At 2.7 eV the real part of the dielectric function seems to run the wrong way. It has climbed from −560 at the lowest photon energy to −0.09 at 2.1 eV, and then it falls back to −2.49. Free electrons alone would not do this. With the plasma energy calculated for this crystal, 2.55 eV, their dielectric function would already be slightly positive at 2.7 eV.

Dielectric function of cubic Sr3TiO (Pm-3m, a = 5.275 Å) for independent particles without local fields, with an undamped Drude term in the real part. Ansatz 0.2.0, PBE, plane-wave PAW, scalar-relativistic, collinear spin, cutoff 420 eV. The k mesh is 8×8×8, for the optics 12×12×12; Gaussian smearing is 0.2 eV and Gaussian broadening of the spectrum 0.1 eV.

| photon energy (eV) | dielectric imaginary xx | dielectric real xx |
| --- | --- | --- |
| 0.1 | 85.6 | -560 |
| 0.3 | 44.5 | -68.2 |
| 0.5 | 23.9 | -15.3 |
| 0.7 | 25.0 | -5.67 |
| 0.9 | 22.1 | -7.49 |
| 1.1 | 13.5 | -6.76 |
| 1.3 | 11.5 | -3.68 |
| 1.5 | 9.58 | -3.62 |
| 1.7 | 7.53 | -1.89 |
| 1.9 | 7.45 | -0.35 |
| 2.1 | 7.95 | -0.09 |
| 2.3 | 7.68 | -1.41 |
| 2.5 | 7.01 | -1.09 |
| 2.7 | 6.11 | -2.49 |
| 2.9 | 4.78 | -1.9 |
| 3.1 | 3.91 | -1.43 |
| 3.3 | 3.29 | -1.02 |
| 3.5 | 3.47 | 0.01 |
| 3.7 | 3.50 | -0.22 |
| 3.9 | 3.12 | -0.9 |
| 4.1 | 2.34 | 0.04 |
| 4.3 | 2.56 | 0.78 |
| 4.5 | 3.35 | 0.95 |
| 4.7 | 3.63 | 0.32 |
| 4.9 | 3.32 | 0 |
| 5.1 | 3.60 | -0.06 |
| 5.3 | 2.61 | -1 |
| 5.5 | 2.10 | -0.27 |
| 5.7 | 2.32 | 0.35 |
| 5.9 | 2.84 | 0.11 |
| 6.1 | 2.83 | -0.4 |
| 6.3 | 2.42 | -0.66 |

The imaginary part measures absorption, and the real part measures how far the electrons' response in step with the field follows it or opposes it. A negative real part means that the opposing motion wins. All rows describe one state, a ferromagnetic metal treated with PBE. With a single titanium atom in the cell, antiparallel titanium moments could not appear. Because the electrons are treated as independent, the real part can be split into a share from carriers moving within their bands and a share from transitions between bands.

The carriers contribute $-E_p^2/E^2$, where $E$ is the photon energy and $E_p$ the plasma energy. This gives −649 at 0.1 eV and −72 at 0.3 eV, so the steep climb through the first rows belongs to them. At 2.7 eV they supply only −0.89, about a third of the negative value. The remaining −1.60 is the share of the transitions between bands, with the vacuum's 1 counted in, and that is the part to be explained.

A mass on a spring, pushed to and fro, shows how such transitions can oppose the field. Pushed more slowly than its own frequency, it moves with the push; pushed faster, it moves against it. A free carrier is a mass without a spring, which always moves against the push. The picture holds for one transition energy at a time, whereas the crystal has a continuous range of them, some below the photon energy and some above.

How strongly each part of that range counts can be read from the imaginary part, once its steep fall is understood. The power absorbed at a given field strength goes as photon energy times imaginary part. This product varies by a factor of only 2.3 over the table, while the imaginary part itself varies by a factor of 41. The large values at low energy are thus mainly the effect of dividing a fairly even absorption strength by a small photon energy, and they need no special resonance.

That absorption reaches down to such small energies fits a metal with partly filled bands, provided that an empty state of another band lies just above a filled one at the same wavevector. The calculated populations put about three electrons in the titanium 3d shell, nearly all of one spin, so titanium d states are likely to take part. The carriers were given no damping, so the 85.6 at 0.1 eV is absorption between bands only; a real sample would add absorption by its carriers. All rows are sensitive to the k mesh, and those up to 0.9 eV are expected to depend most on it, on the smearing and on the broadening. For that reason the small rise of the imaginary part from 0.5 to 0.7 eV is given no cause here.

The Kramers–Kronig relation adds up all the springs. For the share from transitions between bands it reads

$$\varepsilon_1(E)=1+\frac{2}{\pi}\,\mathrm{P}\!\int_0^\infty \frac{E'\,\varepsilon_2(E')}{E'^2-E^2}\,dE',$$

where $\varepsilon_1$ is that share of the real part, $\varepsilon_2$ the imaginary part, $E'$ the energy of the absorbing transitions, and P means that the singular point is approached evenly from both sides. The denominator carries the spring's change of sign. If $E'\varepsilon_2$ were the same at all energies, the integral would vanish, because the downward pull on the real part from transitions below $E$ and the upward push from those above it would cancel exactly. Only the unevenness of the absorption is left to move the real part.

The sum can be worked for 2.7 eV by letting each row stand for a slice 0.2 eV wide. The row at 2.5 eV, for example, gives $(2/\pi)\times0.2\times2.5\times7.01/(2.5^2-2.7^2)\approx-2.1$. All rows below 2.7 eV together give −7.20 and all rows above it give +4.61. The slice at 2.7 eV itself, taken from the slope across it, adds −0.28.

With the vacuum's 1 the total is $1-7.20+4.61-0.28=-1.87$, against −1.60 in the calculation, an error of 17 % of the calculated value. No parameter was adjusted to this row or to any other. The closeness should not be overrated. Absorption beyond the last row is missing from the sum. If photon energy times imaginary part stayed at its last value, about 15 eV, this would add roughly 1.6, several times the misfit, so the error of the coarse slices probably cancels much of what is missing. The missing share comes from far away and hardly changes between 2.1 and 2.7 eV. It shifts the level of the whole region but does not make the dip. Because the calculation itself obeys this relation, the sum shows where the dip comes from and is no independent test.

The dip appears near 2.7 eV because absorption is falling steeply there. The slices just below that energy absorb more than those just above, and near neighbours weigh most in the sum, so the pull wins. Rows 0.2 eV apart are too coarse to fix the exact position of the minimum, or to explain why the real part rises slightly at 2.5 eV before it falls further.

Where absorption rises with energy, the push gains instead. This is the case around 2.1 eV, just before the dip: photon energy times imaginary part grows from 14.2 eV at 1.9 eV to 17.7 eV at 2.3 eV, and at 2.1 eV the share of the transitions between bands is still positive. The setback at 0.9 eV comes from a change from rising to falling absorption. Photon energy times imaginary part rises from 0.5 to 0.9 eV and drops beyond. From 0.7 to 0.9 eV the share of the transitions between bands therefore loses about 7.1, while the share of the carriers gains only about 5.2. From 1.1 eV upwards the real part without the carriers follows the slope of the imaginary part with a rank correlation of 0.82, whereas its correlation with the size of the imaginary part is practically zero.

The same rule accounts for most of the later wiggles, which can look like noise. The absorption hump at 4.7 eV has a maximum of the real part just before it, at 4.5 eV, and the humps at 3.7 and 5.9 eV show the same order. The hump at 5.1 eV is an exception: it follows the previous one so closely that the real part merely levels off before dropping to −1 at 5.3 eV. From 3.5 eV on, seven of the fifteen real parts are closer to zero than 0.31, the static contribution of higher bands left out of the explicit sum. Their signs can depend on how that contribution is treated and deserve little weight.

In a metal that hardly absorbs, a real part rising through zero marks a plasmon, a collective oscillation of the electrons that shows as a sharp peak in energy loss. Here absorption damps it. The loss function, the imaginary part divided by the sum of the squares of both parts, never exceeds 0.47 in the table. At 2.5 eV, close to the plasma energy of the carriers, it is only 0.14.

The output printed below gives the split and the sums. What remains open is which bands cause the steep fall of absorption between 2.3 and 3.1 eV, since the spectrum is not resolved by band or spin. If titanium 3d states are involved, the answer matters for the position of the dip, because PBE can misplace them, and the dip would move with the fall.

The analysis program printed:

```
largest over smallest imaginary part (ratio): 40.76
smallest photon energy times imaginary part (eV): 8.56
largest photon energy times imaginary part (eV): 19.89
largest over smallest of that product (ratio): 2.324
Drude plasma energy (eV): 2.548
Drude part of the real part at 0.1 eV: -649.5
real part without Drude at 0.1 eV: 89.46
Drude part of the real part at 0.3 eV: -72.16
real part without Drude at 0.3 eV: 3.962
Drude part of the real part at 2.7 eV: -0.8909
real part without Drude at 2.7 eV: -1.599
Drude share of the negative real part at 2.7 eV (percent): 35.78
interband strength in the table over Drude strength (ratio): 9.02
rank correlation of real part without Drude with slope of imaginary part, from 1.1 eV: 0.8195
control, rank correlation with size of imaginary part, from 1.3 eV: -0.02427
pull on the real part at 2.7 eV from absorption at lower energies: -7.203
push on the real part at 2.7 eV from absorption at higher energies in the table: 4.614
contribution of the slice around 2.7 eV itself: -0.2848
estimated real part without Drude at 2.7 eV, vacuum 1 included: -1.874
largest loss function in the table: 0.4684
loss function at 2.5 eV: 0.1393
static correction for unsolved bands: 0.3138
rows from 3.5 eV with real part closer to zero than that correction: 7
```
